\section*{Question}

I want the optical gap of an amorphous In--Ga--Zn oxide (a-IGZO) film from its absorption coefficient $\alpha(E)$. The bottom of the conduction band of this material is $s$-like and nearly parabolic, as in the crystalline oxides, so I treat the edge as direct and allowed, plot $(\alpha E)^2$ against photon energy $E$ and extrapolate the straight part to zero. The fits look good, yet the intercept lies well above the value near 3.1~eV that is typically quoted, and it climbs whenever I move the fit window up. Which exponent is right, where do the Tauc, Cody and Davis--Mott plots come from, and how much does the choice matter?

\section*{Answer}

The exponent 2 belongs to transitions that conserve $\mathbf{k}$. In an amorphous film they do not, the absorption rises roughly as $(E-E_g)^2$ and not as $(E-E_g)^{1/2}$, and your plot returns a number set mostly by the fit window.

\subsection*{Conventions and test spectrum}

For independent electrons, full valence states $v$, empty conduction states $c$, polarisation $\hat{\mathbf e}$, sample volume $V$ and $E=\hbar\omega$ (SI form, factor 2 for spin, sums over orbitals of one spin),
\begin{equation}
\varepsilon_2(E)=\frac{2\pi e^2}{\varepsilon_0V}\sum_{v,c}|r_{cv}|^2\,\delta(E_c-E_v-E)
=\frac{2\pi e^2\hbar^2}{\varepsilon_0m^2E^2V}\sum_{v,c}|p_{cv}|^2\,\delta(E_c-E_v-E),
\label{eq:eps}
\end{equation}
where $r_{cv}$ and $p_{cv}$ are matrix elements of $\hat{\mathbf e}\cdot\mathbf r$ and $\hat{\mathbf e}\cdot\mathbf p$, and $m$ is the free-electron mass. The two forms are equal because $[H,\mathbf r]=-i\hbar\mathbf p/m$ for a local potential, which gives $p_{cv}=im\omega\,r_{cv}$. With complex index $n+i\kappa$ one has $\varepsilon_2=2n\kappa$ and $\alpha=2\omega\kappa/c$, so that
\begin{equation}
\alpha nE=\frac{E^2\varepsilon_2}{\hbar c}.
\label{eq:alpha}
\end{equation}

To measure what a wrong plot does, one needs a spectrum whose gap is known. I use the quadratic law derived further down, with $n$ constant and absorbed in the prefactor:
\begin{equation}
\alpha E=K x^2,\qquad x\equiv E-E_g,\qquad E_g=3.10~\mathrm{eV},\qquad K=5\times10^{5}~\mathrm{cm^{-1}eV^{-1}}.
\label{eq:model}
\end{equation}
Both inputs were chosen to reproduce typical a-IGZO behaviour (gap near 3.1~eV, $\alpha$ of order $10^5$~cm$^{-1}$ at 4~eV). They define a model and are not data; no intercept below depends on $K$.

\begin{center}
\begin{tabular}{cccc}
$E$ (eV) & $\alpha$ ($10^4$ cm$^{-1}$) & $(\alpha E)^2$ ($10^{10}$ cm$^{-2}$eV$^2$) & $(\alpha E)^{1/2}$ (cm$^{-1/2}$eV$^{1/2}$)\\ \hline
3.5 & 2.29 & 0.64 & 283\\
3.7 & 4.86 & 3.24 & 424\\
3.9 & 8.21 & 10.24 & 566\\
4.0 & 10.1 & 16.40 & 636\\
4.1 & 12.2 & 25.00 & 707
\end{tabular}
\end{center}

\subsection*{The wrong attempt (its result must not be used)}

\emph{This attempt is wrong from its first equation.} Label the states by a wavevector, take parabolic bands with reduced mass $\mu$, neglect the photon momentum and write
\begin{equation}
|p_{cv}|^2=|p|^2\,\delta_{\mathbf k_c,\mathbf k_v},\qquad E_c-E_v=E_g+\frac{\hbar^2k^2}{2\mu}.
\tag{W1}
\end{equation}
A single $\mathbf k$ sum survives:
\begin{equation}
\frac1V\sum_{\mathbf k}\delta\!\left(x-\frac{\hbar^2k^2}{2\mu}\right)=\frac{1}{4\pi^2}\left(\frac{2\mu}{\hbar^2}\right)^{3/2}x^{1/2}.
\tag{W2}
\end{equation}
The factors $E^2$ cancel between \eqref{eq:eps} and \eqref{eq:alpha}, hence
\begin{equation}
(\alpha nE)^2\propto E-E_g .
\tag{W3}
\end{equation}
Now fit a line to $y=(\alpha E)^2=K^2x^4$ on a densely sampled window $E_0\pm w$. With $x_0=E_0-E_g$, least squares gives
\begin{equation}
\bar y=K^2\left(x_0^4+2x_0^2w^2+\tfrac15w^4\right),\qquad
\text{slope}=K^2\left(4x_0^3+\tfrac{12}{5}x_0w^2\right),
\label{eq:lsq}
\end{equation}
and the line passes through $(E_0,\bar y)$. For the window 3.9--4.1~eV, $\bar y=16.808\times10^{10}$~cm$^{-2}$eV$^2$ and the slope is $73.44\times10^{10}$~cm$^{-2}$eV, so
\begin{equation}
E_g^{\text{wrong}}=4.0-\frac{16.808}{73.44}=4.0-0.229=3.771~\mathrm{eV},\qquad R_{\rm fit}^2=0.993 .
\tag{W4}
\end{equation}
The coefficient of determination looks reassuring, and the gap is wrong.

\subsection*{The symptom}

\emph{The intercept walks.} For a narrow window the fit tends to the tangent at $E_0$, whose intercept is $E_0-y/y'=E_0-x_0/4$. It moves by 0.75~eV for each eV that the window moves. A gap is a property of the film and cannot depend on the window. Broadening of a true direct edge does not explain the drift: averaging $x^{1/2}$ over a Gaussian of standard deviation $\sigma\ll x$ gives $x^{1/2}(1-\sigma^2/8x^2)$, its square is $x-\sigma^2/4x$, and the tangent intercept is $E_g+\sigma^2/2x_0$ to leading order. That falls and settles as the window rises.

\emph{The residuals are curved.} In the units of the table they are $+0.78$, $-0.41$ and $+0.85$ at 3.9, 4.0 and 4.1~eV. Any smooth curve is nearly straight on a short interval, so a high $R_{\rm fit}^2$ says little.

\emph{The film absorbs strongly below the alleged gap.} At 3.7~eV a 100~nm film removes $1-e^{-\alpha d}=0.39$ of the light in one pass, reflection ignored.

\emph{The exponent can be read off.} If $\alpha nE\propto x^r$, then
\begin{equation}
L(E)\equiv\left[\frac{d\ln(\alpha nE)}{dE}\right]^{-1}=\frac{E-E_g}{r}.
\label{eq:L}
\end{equation}
The test spectrum has $L=0.25$~eV at 3.6~eV and $0.45$~eV at 4.0~eV, a slope of $0.5$. The law (W3) with the gap (W4) gives $L=0.458$~eV at 4.0~eV, nearly the same value, which is why the local fit works, but it demands a slope of 2.

\subsection*{The faulty line}

The fault is the Kronecker delta in (W1); (W2) and (W3) follow from it correctly. The selection rule comes from translational symmetry, and it needs both states to carry a sharp $\mathbf k$. Grant that the $s$-like conduction states are close to plane waves. The top of the valence band is built from O~$2p$ orbitals, which are directional and sensitive to disorder, and these states lose phase coherence over a length $\ell$ of about one oxygen--oxygen spacing, roughly 0.3~nm. The element $\langle\mathbf k|p|v\rangle$ then samples a Fourier component of such a state and is nonzero over a range $1/\ell\approx3.3$~nm$^{-1}$. A conduction electron that takes the whole excess energy $x=0.9$~eV has, with a typical $m^*\approx0.3\,m$, $k=\sqrt{2m^*x}/\hbar\approx2.7$~nm$^{-1}$. All final states allowed by energy are within reach of each initial state. The sums over $v$ and $c$ become independent: for parabolic edges the phase space is six-dimensional, and a delta function in the energy leaves $x^{6/2-1}=x^2$ in place of $x^{3/2-1}$.

\subsection*{The mended calculation}

Replace the squared matrix element by its average over states at the given energies. When at least one of the two states is extended, this average scales as $1/V$; write $\langle|r_{cv}|^2\rangle=(\Omega/V)\mathcal R^2$ and $\langle|p_{cv}|^2\rangle=(\Omega/V)\mathcal P^2$, with $\Omega$ the volume per atom and $\mathcal P=m\omega\mathcal R$. With densities of states per volume and per spin $N_v=a_v u^{\,p}$ and $N_c=a_c u^{\,q}$, where $u$ is counted from each edge into its band and $p,q>-1$, the double sum is $V^2$ times
\begin{equation}
J(E)=a_va_c\int_0^{x}u^{\,p}(x-u)^q\,du
=a_va_c\,x^{p+q+1}\int_0^1t^p(1-t)^q\,dt
=a_va_c\,B(p+1,q+1)\,x^{p+q+1},
\label{eq:J}
\end{equation}
by the substitution $u=xt$. For square-root edges $B(\tfrac32,\tfrac32)=\Gamma(\tfrac32)^2/\Gamma(3)=\pi/8$, so $J=(\pi/8)a_va_cx^2$. Then
\begin{equation}
\varepsilon_2=\frac{2\pi e^2\Omega}{\varepsilon_0}\mathcal R^2J,\qquad
\alpha nE=\frac{2\pi e^2\hbar\,\Omega}{\varepsilon_0m^2c}\mathcal P^2J .
\label{eq:nd}
\end{equation}
These two statements are identical. They become different laws when one decides which element is independent of $E$; both cannot be, since $\mathcal P^2/\mathcal R^2\propto E^2$ grows by a factor 1.66 between 3.1 and 4.0~eV.

\begin{itemize}
\item \textbf{Tauc} (Tauc, Grigorovici and Vancu, 1966): $\mathcal P$ constant, $p=q=\tfrac12$, so $(\alpha nE)^{1/2}\propto E-E_g$.
\item \textbf{Cody}: $\mathcal R$ constant, $p=q=\tfrac12$, so $\varepsilon_2^{1/2}\propto(\alpha n/E)^{1/2}\propto E-E_g$.
\item \textbf{Davis--Mott form}: $\mathcal P$ constant and general edges, $\alpha nE\propto x^r$ with $r=p+q+1$. Two linear edges give $B(2,2)=1/6$ and $r=3$. A linear edge against a flat one gives $B(2,1)=1/2$ and $r=2$, so a straight Tauc plot does not prove square-root edges.
\end{itemize}

The direct exponent $r=\tfrac12$ would need $p+q=-\tfrac12$, a density of states that diverges at an edge, or else a valence band much narrower than $x$ facing a square-root conduction edge. The O~$2p$ band is typically several eV wide.

On the test spectrum, $(\alpha E)^{1/2}=K^{1/2}x$ is a line of slope 707~cm$^{-1/2}$eV$^{-1/2}$ with intercept 3.10~eV in every window. This recovers the input by construction; it tests the procedure and says nothing new about the material.

\subsection*{Size of the error}

Plot $(\alpha nE)^s$ for a spectrum with exponent $r$. Then $y\propto x^{rs}$, $y/y'=x/rs$, and the tangent intercept exceeds the gap by
\begin{equation}
\Delta=x_0\left(1-\frac1{rs}\right).
\label{eq:delta}
\end{equation}
The slip has $r=2$, $s=2$ and $\Delta=\tfrac34x_0$, which is 0.675~eV at $E_0=4.0$~eV. The finite window of (W4) gave 0.671~eV, or 22\% of the gap. For $r=3$ it is worse, $\Delta=\tfrac56x_0=0.75$~eV.

If the film obeys the Cody law, \eqref{eq:alpha} gives $\alpha nE\propto E^2x^2$. The squared plot has $y'/y=4/E+4/x$, and the Tauc plot has $y\propto Ex$, $y'\propto E+x=2E-E_g$. The overestimates are
\begin{equation}
\Delta_{\rm sq}=x_0-\frac{E_0x_0}{4(2E_0-E_g)},\qquad
\Delta_{\rm Tauc}=x_0-\frac{E_0x_0}{2E_0-E_g}=\frac{(E_0-E_g)^2}{2E_0-E_g}.
\label{eq:cody}
\end{equation}
In the reverse case, a Cody tangent to a Tauc spectrum, $y\propto x/E$ and $y'/y=E_g/xE$, so the intercept is too low by $x_0^2/E_g$. The tangent intercepts in eV for $E_g=3.10$~eV are:

\begin{center}
\begin{tabular}{ccccc}
$E_0$ & squared plot, & squared plot, & Tauc plot, & Cody plot,\\
 & Tauc spectrum & Cody spectrum & Cody spectrum & Tauc spectrum\\ \hline
3.6 & 3.475 & 3.490 & 3.161 & 3.019\\
3.8 & 3.625 & 3.652 & 3.209 & 2.942\\
4.0 & 3.775 & 3.816 & 3.265 & 2.839\\
4.2 & 3.925 & 3.982 & 3.328 & 2.710
\end{tabular}
\end{center}

At 4.0~eV the squared plot is off by 0.68 to 0.72~eV whichever matrix element is constant, while confusing Tauc with Cody costs $+0.17$ or $-0.26$~eV. The second ambiguity is physical, and the test \eqref{eq:L} resolves it only in part. For a Cody spectrum $L=Ex/[2(E+x)]$, with slope $(E^2+x^2)/[2(E+x)^2]=0.35$ at 4.0~eV. This mimics an exponent $r\approx2.9$, hard to tell from two linear edges. The slopes 0.35 to 0.5 are nevertheless far from the value 2 that the direct law needs.

\subsection*{What the model leaves out}

All values here are estimates for a window at 4.0~eV, with typical or illustrative inputs.

\begin{itemize}
\item \emph{Dispersion of $n$.} Plotting $(\alpha E)^{1/2}=\text{const}\times x\,n^{-1/2}$ gives $y'/y=1/x-\nu/2$ with $\nu=n'/n$. For $\nu=0.1$~eV$^{-1}$ the intercept shifts by $-0.04$~eV.
\item \emph{Edge broadening.} A Gaussian average turns $x^2$ into $x^2+\sigma^2$ for $x\gg\sigma$, and the Tauc intercept shifts by $-\sigma^2/x_0=-0.025$~eV for $\sigma=0.15$~eV.
\item \emph{Urbach tail.} If $\alpha E\propto e^{E/E_U}$ joins the quadratic law with continuous logarithmic slope, then $2/x=1/E_U$ at the junction, which lies at 3.40~eV for $E_U\approx0.15$~eV. A Tauc tangent inside the tail cuts at $E_0-2E_U$, below $E_g$, and walks with the window. The fit has to start above the junction.
\item \emph{Electron--hole attraction.} The hydrogenic binding scale with $\mu\approx0.3\,m$ (heavy holes) and dielectric constant near 10 is 0.04~eV.
\item \emph{Band filling.} Negligible in a non-degenerate film. At $10^{20}$~cm$^{-3}$ the zero-temperature Fermi level $\hbar^2(3\pi^2n_e)^{2/3}/2m^*$ lies 0.26~eV above the conduction edge, and the filled states must be cut out of the integral \eqref{eq:J}.
\item \emph{Constancy of the matrix element.} Since $k$ approaches $1/\ell$ near 4~eV, neither $\mathcal P$ nor $\mathcal R$ need stay constant much higher. The Tauc--Cody spread of about 0.2~eV is a fair scale for this uncertainty.
\end{itemize}

In practice, extract $\alpha$ and $n$ together, compute $L(E)$ above the tail, make the Tauc and Cody plots, keep the one whose intercept stays put as the window moves, and report law and window with the gap. In the model, whose 3.10~eV gap was chosen as typical of a-IGZO, the $(\alpha E)^2$ plot returns about 3.5 to 4.0~eV for windows centred between 3.6 and 4.2~eV, and about 3.8~eV, some 0.7~eV too high, for a window at 4.0~eV.